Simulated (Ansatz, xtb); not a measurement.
CH11OPSi3: which of two isomers lies lower

Structure a is `C[Si@@H](O[SiH3])P[SiH3]`, a singlet and structure b is `C[SiH2][SiH2]O[SiH2]P`, a singlet. Both are isolated molecules in the gas phase, relaxed with r2SCAN-D4/def2-SVP; each stands in its lowest conformer found.

**Question.** Estimate E(b) − E(a) at the level CCSD(T)/def2-SVP + ΔMP2/def2-TZVPP.

**Answer.** Calculated at CCSD(T)/def2-SVP + ΔMP2/def2-TZVPP: E(b) − E(a) = +47.0 kJ/mol, so structure a lies lower.

The same difference at several levels:

```csv
level,geometry,E(b) − E(a) (kJ/mol),departure from the last row (kJ/mol),"job, with rough time for the two"
GFN2-xTB,GFN2-xTB,+62.5,+15.5,"optimisation, 0.82 s"
HF/STO-3G,GFN2-xTB,+31.2,−15.8,"single point, 0.48 s"
r2SCAN-D4/def2-SVP//GFN2-xTB,GFN2-xTB,+50.4,+3.4,"single point, 4.7 s"
r2SCAN-D4/def2-SVP,r2SCAN-D4/def2-SVP,+44.0,−3.0,"optimisation, 3.9 min"
HF/def2-SVP,r2SCAN-D4/def2-SVP,+46.1,−0.9,part of the CCSD(T) run
MP2/def2-SVP,r2SCAN-D4/def2-SVP,+51.3,+4.3,part of the CCSD(T) run
CCSD(T)/def2-SVP,r2SCAN-D4/def2-SVP,+44.1,−2.9,single point
CCSD(T)/def2-SVP + ΔMP2/def2-TZVPP,r2SCAN-D4/def2-SVP,+47.0,,"single point, 82 s"
```

As drawn, b has 1 Si–Si, 1 P–H in place of 1 P–Si, 1 Si–H.

The levels shown agree on the order. The largest departure from CCSD(T)/def2-SVP + ΔMP2/def2-TZVPP is that of HF/STO-3G, 15.8 kJ/mol. The last row adds to CCSD(T) the change of the MP2 difference between the two basis sets, here +2.9 kJ/mol.

With thermal terms from frequencies at re-optimised GFN2-xTB minima (ideal gas, soft modes damped towards free rotors, one conformer each, 298.15 K, 1 atm): the zero-point term adds +0.6 kJ/mol; ΔH is +47.1 and ΔG +48.7 kJ/mol.

The correlated steps freeze 22 core orbitals. Mirror images aren't counted in ΔG. Codes used: Ansatz 0.2.0, xtb 6.7.1; the last row on 4 threads of Arm Neoverse V1 on a shared host.

Structure a is clearly favoured, by +47.0 kJ/mol in electronic energy, and the preference survives in the free energy at +48.7 kJ/mol. Both isomers keep two Si–O bonds and an O–Si–P linkage, so neither siloxane bond strength nor the mere presence of geminal oxygen and phosphorus separates them. The difference probably comes mainly from the bond exchange: a has a polar Si–P bond and a strong Si–H bond, where b has a weaker, nearly nonpolar Si–Si bond and a P–H bond. Gathering carbon, oxygen and phosphorus on one silicon may add some stabilisation through bond polarity and negative hyperconjugation, but the total energies don't isolate that part.

Hartree–Fock in the def2-SVP basis already recovers most of the gap, which suggests that the preference isn't chiefly a correlation effect. The small thermal correction fits two open-chain molecules with similar vibrational and rotational freedom. The energy ordering says nothing about how readily b would rearrange to a.
